## Appendix: Valley repopulation and hyperfine quenching of a group-V donor in strained silicon

### A.1 Premises and conventions

The conduction band of Si has six minima on the $\langle100\rangle$ axes, labelled $\mu=\pm x,\pm y,\pm z$. The donor occupies a substitutional site of symmetry $T_d$ at the origin. Strain $e_{ij}$ is referred to the cubic axes and tension is positive. The model of Wilson and Feher (1961) rests on five premises.

- **P1.** The ground state lies in the 1s manifold, $\psi=\sum_\mu\alpha_\mu\chi_\mu$ with $\chi_\mu=F_\mu(\mathbf r)\phi_\mu(\mathbf r)$, where $\phi_\mu$ is the Bloch function of the minimum and $F_\mu$ its envelope. The $\chi_\mu$ are treated as orthonormal.
- **P2.** The envelopes are the same in all 1s levels and do not respond to strain.
- **P3.** Strain is uniform over the orbit and shifts each valley rigidly, to first order in $e_{ij}$.
- **P4.** The intervalley matrix elements of the donor potential do not depend on strain.
- **P5.** The hyperfine coupling is the Fermi contact term $A\,\mathbf S\cdot\mathbf I$, with $A=\tfrac23\mu_0g_e\mu_Bg_n\mu_N|\psi(0)|^2$. Spin-orbit coupling is dropped.

### A.2 Valley-orbit matrix

*Phases.* The operations $g$ of $T_d$ leave the origin fixed and carry any valley into any other: a twofold axis along $y$ sends $+x$ to $-x$, and the threefold axes permute $x,y,z$. Define $\chi_{g\mu}(\mathbf r)=\chi_\mu(g^{-1}\mathbf r)$. The definition is unique, because the minimum has $\Delta_1$ symmetry and $\chi_\mu$ is invariant under the operations of $T_d$ that fix its valley. Setting $\mathbf r=0$ gives one common value $\chi_\mu(0)=\chi_0$.

*Matrix elements.* Invariance of the Hamiltonian gives $H_{g\mu,g\nu}=H_{\mu\nu}$. All diagonal elements are therefore equal, and they are set to zero. The twofold axis along $y$ gives $H_{x,-x}=H_{-x,x}=H_{x,-x}^*$, so the element between opposite valleys is real. The mirror $x\leftrightarrow y$ gives $H_{x,y}=H_{y,x}$, again real, and the twofold axis along $x$ gives $H_{x,y}=H_{x,-y}$, so all elements between perpendicular valleys are equal. Two constants remain:

$$H^{\rm vo}_{\mu,-\mu}=-(1+\delta)\Delta_c,\qquad H^{\rm vo}_{\mu\nu}=-\Delta_c\quad(\mu\perp\nu).\tag{A1}$$

*Levels.* Form even and odd pairs, $|Z\rangle=(\chi_z+\chi_{-z})/\sqrt2$ and $|Z'\rangle=(\chi_z-\chi_{-z})/\sqrt2$, and likewise for $x$ and $y$. In an odd pair the perpendicular couplings cancel, so $X',Y',Z'$ are eigenstates with energy $(1+\delta)\Delta_c$. They form $T_2$. Among the even pairs the diagonal element is $-(1+\delta)\Delta_c$ and the off-diagonal one is $\tfrac12\cdot4\cdot(-\Delta_c)=-2\Delta_c$. The vector $(1,1,1)/\sqrt3$ gains $-4\Delta_c$ from the latter, and each vector orthogonal to it gains $+2\Delta_c$:

$$E_{A_1}=-(5+\delta)\Delta_c,\qquad E_E=(1-\delta)\Delta_c,\qquad E_{T_2}=(1+\delta)\Delta_c.\tag{A2}$$

The $A_1$–$E$ splitting is $6\Delta_c$ and the $A_1$–$T_2$ splitting is $(6+2\delta)\Delta_c$.

*Contact density.* By the phase choice $\psi(0)=\chi_0\sum_\mu\alpha_\mu=\sqrt6\,\chi_0\langle A_1|\psi\rangle$, since $A_1$ has $\alpha_\mu=1/\sqrt6$. The $E$ and $T_2$ vectors have $\sum_\mu\alpha_\mu=0$ and vanish at the nucleus. All prefactors in P5 cancel in the ratio to the unstrained value $A(0)$, which leaves

$$A/A(0)=|\langle A_1|\psi\rangle|^2\equiv w.\tag{A3}$$

### A.3 Strain Hamiltonian

The group of the wavevector of a $z$ valley is isomorphic to $C_{4v}$, its nonsymmorphic elements included. The only linear invariants of strain under it are $e_{xx}+e_{yy}$ and $e_{zz}$, and off-diagonal components do not enter at first order. This is the Herring-Vogt form, $\delta E_{\pm i}=\Xi_d\,{\rm tr}\,e+\Xi_ue_{ii}$. Writing $e_{ii}=\tfrac13{\rm tr}\,e+\tilde e_{ii}$, the part $(\Xi_d+\Xi_u/3)\,{\rm tr}\,e$ moves all six valleys together, leaves $\alpha_\mu$ unchanged, and is absorbed in the zero of energy.

For [001] tetragonal strain $e_{xx}=e_{yy}$, so $\tilde e_{zz}=\tfrac23(e_{zz}-e_{xx})$ and $\tilde e_{xx}=-\tfrac13(e_{zz}-e_{xx})$. Define

$$S=\Xi_u(e_{zz}-e_{xx}),\qquad x=\frac{S}{3\Delta_c}.\tag{A4}$$

The $\pm z$ valleys shift by $\tfrac23S=2x\Delta_c$ and the other four by $-\tfrac13S=-x\Delta_c$. With $\Xi_u>0$, $x<0$ lowers two valleys (compression along [001] or in-plane tension) and $x>0$ lowers four.

### A.4 Reduction to two states

The strain term $H^s$ is diagonal in $\mu$ and equal for $\pm\mu$, so it does not connect even pairs with odd pairs. It also treats $X$ and $Y$ alike, so $(X-Y)/\sqrt2$ stays an eigenstate. In group terms $T_d\to D_{2d}$, with $E\to A_1+B_1$ and $T_2\to B_2+E$, and a single partner of the ground state's symmetry is available. With $P=(X+Y)/\sqrt2$,

$$|A_1\rangle=\sqrt{\tfrac13}\,Z+\sqrt{\tfrac23}\,P,\qquad|E_\theta\rangle=\sqrt{\tfrac23}\,Z-\sqrt{\tfrac13}\,P.$$

In units of $\Delta_c$, $H^s$ equals $2x$ on $Z$ and $-x$ on $P$. Its elements are

- $\langle A_1|H^s|A_1\rangle=\tfrac13(2x)+\tfrac23(-x)=0$,
- $\langle E_\theta|H^s|E_\theta\rangle=\tfrac23(2x)+\tfrac13(-x)=x$,
- $\langle A_1|H^s|E_\theta\rangle=\tfrac{\sqrt2}3(2x+x)=\sqrt2\,x$.

With energies counted from $E_{A_1}$,

$$\frac H{\Delta_c}=\begin{pmatrix}0&V\\V&D\end{pmatrix},\qquad V=\sqrt2\,x,\quad D=6+x.\tag{A5}$$

The secular equation $\epsilon^2-D\epsilon-V^2=0$ has the lower root $\epsilon=(D-W)/2$, where

$$W^2=D^2+4V^2=36+12x+9x^2=36\,r^2,\qquad r=\sqrt{1+x/3+x^2/4}.$$

The ground-state energy is then $\epsilon\Delta_c=3\Delta_c(1+x/6-r)$. The first row of (A5) gives $c_E/c_{A_1}=\epsilon/V$, hence $w=V^2/(V^2+\epsilon^2)$. The secular equation gives $V^2=\epsilon(\epsilon-D)$, and so

$$w=\frac{\epsilon-D}{2\epsilon-D}=\frac{D+W}{2W}.$$

Inserting $D=6(1+x/6)$ and $W=6r$ into (A3) yields

$$\boxed{\frac{A(x)}{A(0)}=\frac12\left[1+\frac{1+x/6}{\sqrt{1+x/3+x^2/4}}\right]}\tag{A6}$$

The constant $\delta$ has dropped out, because it shifts all even pairs equally.

*This root is the ground state.* For $\Delta_c>0$ and $1+\delta>0$ every off-diagonal element of the $6\times6$ matrix is negative. The Perron-Frobenius theorem then makes the lowest eigenvector nondegenerate with all $\alpha_\mu>0$, for any diagonal. Odd pairs and $X-Y$ have mixed signs, so the ground state lies in the block (A5) at every $x$.

*Populations.* In the basis $(Z,P)$, $H_{ZZ}-H_{PP}=(2+3x)\Delta_c$, because $P$ gains $-2\Delta_c$ from the $X$–$Y$ coupling, and $H_{ZP}=-2\sqrt2\Delta_c$. The level separation is again $\sqrt{(2+3x)^2+32}=6r$. The same steps give the total weight on $\pm z$,

$$p_z=\frac12\left[1-\frac{1/3+x/2}{r}\right],\tag{A7}$$

and, both amplitudes being positive, $w=\big[\sqrt{p_z/3}+\sqrt{2(1-p_z)/3}\big]^2$.

### A.5 Limits

*Small strain.* Expanding (A6) and (A7),

$$\frac{A}{A(0)}=1-\frac{x^2}{18}+\frac{x^3}{54}+\frac{x^4}{216}+\dots,\qquad p_z=\frac13-\frac{2x}9+\dots\tag{A8}$$

The zeros of $r^2$ are a complex pair whose product is 4, so the series converge for $|x|<2$. Populations respond linearly and $A$ quadratically. The absence of a term linear in traceless strain is exact: $A$ is a scalar of $T_d$, and ${\rm tr}\,e$ is the only scalar linear in $e_{ij}$. For general normal strains, second-order theory gives $1-w=\langle A_1|(H^s)^2|A_1\rangle/(6\Delta_c)^2$, since $H^s|A_1\rangle$ lies wholly in $E$. The numerator is $\tfrac13\Xi_u^2\sum_i\tilde e_{ii}^2=\tfrac19\Xi_u^2\sum_{i<j}(e_{ii}-e_{jj})^2$, so

$$\frac{A}{A(0)}\simeq1-\frac{\Xi_u^2}{324\,\Delta_c^2}\sum_{i<j}(e_{ii}-e_{jj})^2,\tag{A9}$$

which returns $x^2/18$ for tetragonal strain and no change for stress along [111].

*Large strain.* For $|x|\to\infty$, $r\simeq\tfrac12|x|\,(1+2/3x)$, and

$$\frac{A}{A(0)}\to\frac13+\frac8{9|x|}\quad(x<0),\qquad\frac23+\frac8{9x}\quad(x>0).\tag{A10}$$

The limits follow from counting: $n$ equal amplitudes $1/\sqrt n$ give $|\sum\alpha_\mu|^2=n$, to be compared with 6.

| $x$ | −10 | −2 | −1 | 1 | 2 | 10 |
|---|---|---|---|---|---|---|
| $A/A(0)$ | 0.430 | 0.789 | 0.935 | 0.964 | 0.908 | 0.746 |
| $p_z$ | 0.990 | 0.789 | 0.587 | 0.169 | 0.092 | 0.008 |

### A.6 Range of validity

The sizes below use these typical inputs for Sb in Si: binding energy $E_b(A_1)\approx42.7$ meV, $6\Delta_c\approx12.3$ meV, $A_1$–$T_2$ splitting $\approx9.9$ meV, $\Xi_u\approx8.7$ eV. They give $\Delta_c=2.05$ meV, $\delta=-0.59$ and $E_b(E)=30.4$ meV.

**Temperature.** For $x\to-\infty$ the ground state tends to $Z$ and the nearest level is $Z'$, at $2(1+\delta)\Delta_c=1.7$ meV, or 20 K. For $x\to+\infty$ the gap from $P$ to $X',Y'$ is $(4+2\delta)\Delta_c=5.8$ meV. Equation (A6) describes the ground state and needs $k_BT$ well below the gap.

**Envelope relaxation (P1, P2).** A solvable isotropic model sizes this. Let the $A_1$ and $E$ channels be hydrogenic with different effective charges, $h_A=-\tfrac12\nabla^2-\lambda/\rho$ and $h_E=-\tfrac12\nabla^2-1/\rho$, in effective atomic units with radial coordinate $\rho$. The charge is fixed by $\lambda^2=E_b(A_1)/E_b(E)$, so $\lambda=1.185$, and the splitting is $D_0=(\lambda^2-1)/2$. Strain couples the channels by a constant $v$. With $F\propto e^{-\lambda\rho}$,

$$(h_A+\tfrac12\lambda^2)fF=\left(-\tfrac12f''-f'/\rho+\lambda f'\right)F,\qquad h_E=h_A+(\lambda-1)/\rho.$$

The first-order $E$ component is $-vf_1F$, with $(h_E+\tfrac12\lambda^2)f_1F=F$. The trial $f_1=c_1\rho+d_1$ solves this exactly: the constant terms give $c_1=1/(2\lambda-1)$ and the $1/\rho$ terms give $d_1=c_1/(\lambda-1)$. The second-order $A_1$ component is $v^2f_2F$, with $(h_A+\tfrac12\lambda^2)f_2F=(f_1-\langle f_1\rangle)F$. Using $\langle\rho\rangle=3/2\lambda$ and $\langle\rho^2\rangle=3/\lambda^2$, the solution orthogonal to $F$ is $f_2=c_1(\rho^2-3/\lambda^2)/2\lambda$. After normalisation,

$$1-\frac{A}{A(0)}=v^2\left[\langle f_1^2\rangle-2f_2(0)\right]=v^2\left[d_1^2+\frac{3c_1d_1}\lambda+\frac{3c_1^2}{\lambda^2}+\frac{3c_1}{\lambda^3}\right].\tag{A11}$$

The frozen-envelope value is $v^2/D_0^2$, and (A11) exceeds it by the factor 1.03. At large strain the correction is much larger. The $Z$ channel alone has $h_Z=\tfrac13h_A+\tfrac23h_E$, with charge $(\lambda+2)/3$, and the contact density scales as the cube of the charge. The limit $\tfrac13$ becomes $\tfrac13[(\lambda+2)/3\lambda]^3=0.24$, and $\tfrac23$ becomes $\tfrac23[(2\lambda+1)/3\lambda]^3=0.57$. The true difference between the channels is of shorter range than $1/\rho$, so these are estimates of size only. The direction is the one known as typical for P in Si at in-plane tension near one per cent, where $A/A(0)$ falls to roughly 0.2 and (A6), bounded below by $\tfrac13$, is too high by more than half. Equation (A6) is thus a result for $|x|$ up to order one, and (A10) overestimates $A$.

**Hydrostatic strain (P2, P4).** Symmetry allows a term $\tfrac13K\,{\rm tr}\,e$ in $A/A(0)$, from the volume dependence of masses, screening and the central cell. The model sets $K=0$, whereas a typical magnitude for Sb is $|K|\approx33$. Being linear, the term dominates at small strain whenever ${\rm tr}\,e\ne0$, and A.7 gives the crossover. A change of the valley-orbit elements under traceless strain has $E$ symmetry and only adds to $S$. If its logarithmic derivative is comparable to $K$, its relative size is $|K|\Delta_c/\Xi_u=0.008$.

**Off-diagonal strain.** Components such as $e_{xy}$ act at second order, through the band degeneracy at the X point, and are outside (A9). They vanish for biaxial stress in the (001) plane.

**Other spin terms (P5).** The $A_1$–$E_\theta$ cross term permits an axial dipolar hyperfine term and a nuclear quadrupole coupling, both linear in $x$. The quadrupole term matters for the Sb nuclear transitions, and to first order it does not move the allowed electron-spin lines.

**The interface.** Let the donor lie at depth $d$ below a planar (001) Si/SiO$_2$ boundary, and let the electron be displaced by $u$ in depth and $\boldsymbol\rho_\parallel$ laterally. With $\kappa=e^2/4\pi\varepsilon_0\varepsilon_{\rm Si}$ and $Q=(\varepsilon_{\rm Si}-\varepsilon_{\rm ox})/(\varepsilon_{\rm Si}+\varepsilon_{\rm ox})$, the electron's own image and that of the ion give, for an oxide half-space,

$$U=\kappa Q\left[\frac1{4(d+u)}-\frac1{\sqrt{(2d+u)^2+\rho_\parallel^2}}\right]=-\frac{\kappa Q}{4d}+\frac{\kappa Q}{16d^3}\left(2u^2+\rho_\parallel^2\right)+\dots$$

The terms linear in $u$ cancel. For an envelope $\exp[-(\rho_\perp^2/a^2+\zeta^2/b^2)^{1/2}]$, with $\zeta$ along the valley axis, the mean squares are $b^2$ along the axis and $a^2$ along each transverse direction. The average of $2u^2+\rho_\parallel^2$ is $2b^2+2a^2$ for $\pm z$ and $3a^2+b^2$ for the others, so the images add to $S$

$$S_{\rm im}=-\kappa Q\,\frac{a^2-b^2}{16\,d^3}.\tag{A12}$$

The barrier cuts the tails of the four in-plane valleys, which extend with radius $a$ along [001]. The 1s probability beyond a plane at distance $d$ is $\tfrac12(1+d/a)e^{-2d/a}$, and it must be small for P1 to hold.

### A.7 Illustration: $^{121}$Sb in an oxide-clad Si membrane

A uniform oxide on a thick wafer hardly strains the Si. For a typical compressive oxide stress of magnitude $\sigma_{\rm ox}=300$ MPa, an assumed oxide thickness $t_{\rm ox}=10$ nm and an assumed wafer thickness $t_w=500$ µm, the axial and bending stresses at the interface sum to $(1+3)\sigma_{\rm ox}t_{\rm ox}/t_w=0.024$ MPa. Appreciable strain needs a thin or patterned body. Assume a free (001) membrane with $t_{\rm Si}=120$ nm, the same oxide on both faces carrying that stress in the equilibrated stack at the working temperature, and the donor at $d=15$ nm. The stack does not bend, and force balance puts the Si in biaxial tension $\sigma=2\sigma_{\rm ox}t_{\rm ox}/t_{\rm Si}=50$ MPa.

The compiled values $C_{11}=165.64$ GPa and $C_{12}=63.94$ GPa (Oses 2018, temperature not stated) are used without thermal correction. The free surface requires $\sigma_{zz}=2C_{12}e_{xx}+C_{11}e_{zz}=0$, and then $\sigma=Me_{xx}$ with $M=C_{11}+C_{12}-2C_{12}^2/C_{11}=180.2$ GPa. Keeping guard digits in the intermediate steps,

- $e_{xx}=2.774\times10^{-4}$ and $e_{zz}=-2.142\times10^{-4}$,
- $e_{zz}-e_{xx}=-\sigma/(C_{11}-C_{12})=-4.916\times10^{-4}$,
- ${\rm tr}\,e=2\sigma/(C_{11}+2C_{12})=3.407\times10^{-4}$,
- $S=-4.277$ meV, $x=-0.695$, $1+x/6=0.884$, $r=0.943$.

Equations (A6) and (A7) give $A/A(0)=0.969$ and $p_z=0.51$. Half of the electron now sits in the two $z$ valleys, while $A$ has dropped by only 3.1 %, of which the term $x^2/18$ supplies 2.7 %. The opposite stress would give 0.980. The ground state moves by $-0.36$ meV. The nearest level, $Z'$, lies at $9.9\ {\rm meV}+\tfrac23S$ on the same scale and hence 7.4 meV above it, far beyond $k_BT=0.43$ meV at an assumed 5 K. With the typical values $A(0)/h\approx186.8$ MHz, $I=\tfrac52$ and $g\approx2.00$, the shift is $\Delta A/h=-5.8$ MHz. The outer lines of the sextet are $5A$ apart, the second-order hyperfine shifts being even in $m_I$, and they close by 29 MHz, or 1.0 mT.

The omitted terms have these sizes.

- *Hydrostatic:* $\tfrac13|K|\,{\rm tr}\,e=0.37$ % or 0.7 MHz, a fraction 0.12 of the shift. It scales as $\sigma$ and the leading repopulation term as $\sigma^2$. The two are equal at $\sigma=7$ MPa, below which (A6) no longer gives the leading effect.
- *Images:* the compiled $\varepsilon_{\rm Si}=11.7$ (Ioffe Institute, 300 K) and the typical $\varepsilon_{\rm ox}\approx3.9$ give $\kappa=123$ meV nm and $Q=0.5$. The typical hydrogenic radii $a\approx2.5$ nm and $b\approx1.42$ nm, generous for Sb, give $S_{\rm im}=-4.8$ µeV, negligible against $S$.
- *Barrier:* the tail probability is $2\times10^{-5}$ at 15 nm and 0.027 at 5 nm, where the bulk valley-orbit matrix can no longer be relied on.
- *Electric field:* with a typical Stark coefficient $\eta\approx-3.5\times10^{-3}$ µm$^2$/V$^2$ in $\Delta A/A=\eta\mathcal E^2$, an assumed field of 1 V/µm gives $-0.35$ %. That field corresponds to a sheet charge $\varepsilon_0\varepsilon_{\rm Si}\mathcal E/e=6.5\times10^{10}$ cm$^{-2}$ whose field lines all enter the Si.
- *Inputs:* raising $\Xi_u$ or $\sigma$ by 10 % raises the quenching from 3.1 % to 3.8 %.

For the assumed membrane, the model's result is a reduction of the $^{121}$Sb hyperfine constant by about 3 %, or 6 MHz. The hydrostatic and Stark terms estimated above each amount to roughly a tenth of this, and the inputs $\Xi_u\sigma/\Delta_c$ enter approximately as the square.